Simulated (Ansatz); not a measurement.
The calculation used DFT PBE, scalar-relativistic, plane waves, PAW in Ansatz. All cells share a 420 eV cutoff and Γ-centred k meshes spaced at most about 0.3 Å⁻¹ (about 0.25 or finer for metals, 2π included). No spin polarisation in the final relaxations.

Temperature and zero-point effects are left out.

Two forms of Te2O were relaxed alike.

A. Space group P-3m1 (No. 164), trigonal, a = 3.905 Å, c = 4.817 Å. Around Te lie 3 O at 2.69 Å and 3 Te at 2.94 Å; O has 6 Te at 2.69 Å.

B. Space group P6/mmm (No. 191), hexagonal, a = 3.370 Å, c = 7.204 Å. Te has 1 O at 2.04 Å; O is surrounded by 2 Te at 2.04 Å.

Question: Which is lower in energy, and by how much?

Answer: A is lower, by 10 meV/atom. A has the anti-cadmium iodide type, space group P-3m1 (No. 164), 21.2 Å³/atom and no gap on its mesh; B has space group P6/mmm (No. 191), 23.6 Å³/atom and no gap. Counting O atoms around Te (those within 1.25 times the shortest such distance or 1.15 times the sum of covalent radii, 1.27 where that leaves under three; the shortest distance is added where it exceeds 1.18 times the sum of covalent radii), A has Te 3 from 2.7 Å and B has Te 1. A holds Te–Te nets (shortest 2.94 Å); in B the shortest Te–Te distance is 3.13 Å, near bonding range too. The denser one is the lower, and pressure would at first widen the difference. Both come from invented guesses.

The k mesh leaves some 4 meV/atom of noise in the energy of each metallic cell. These runs have no spin–orbit coupling, which can matter for Te. The zero gap of P-3m1 may come from the functional, which often closes small gaps, or the cell may be a true semimetal. Cells relaxed within their symmetry can be saddle points.

The small energy difference gives A only a tentative preference and probably reflects a near-balance between two ways of bonding electron-rich tellurium. Formally, Te(I) has the valence electron count of antimony, with three p electrons available for bonding. The three Te neighbours at 2.94 Å in A fit this picture: Te–Te bonds close what would be the van der Waals gap in a normal layered relative, so A is better seen as a connected framework than as a stack of weakly held sheets. The price is paid at oxygen, whose six contacts at 2.69 Å are much longer than ordinary Te–O bonds and must be individually weak.

B makes the opposite compromise, with short, strong Te–O bonds at 2.04 Å but longer Te–Te contacts. Its straight oxygen bridges are also unusual, since oxygen between two tellurium atoms normally prefers a bent geometry. The comparison ranks these two structures only and doesn't show that Te2O would resist disproportionation into tellurium and the familiar dioxide.
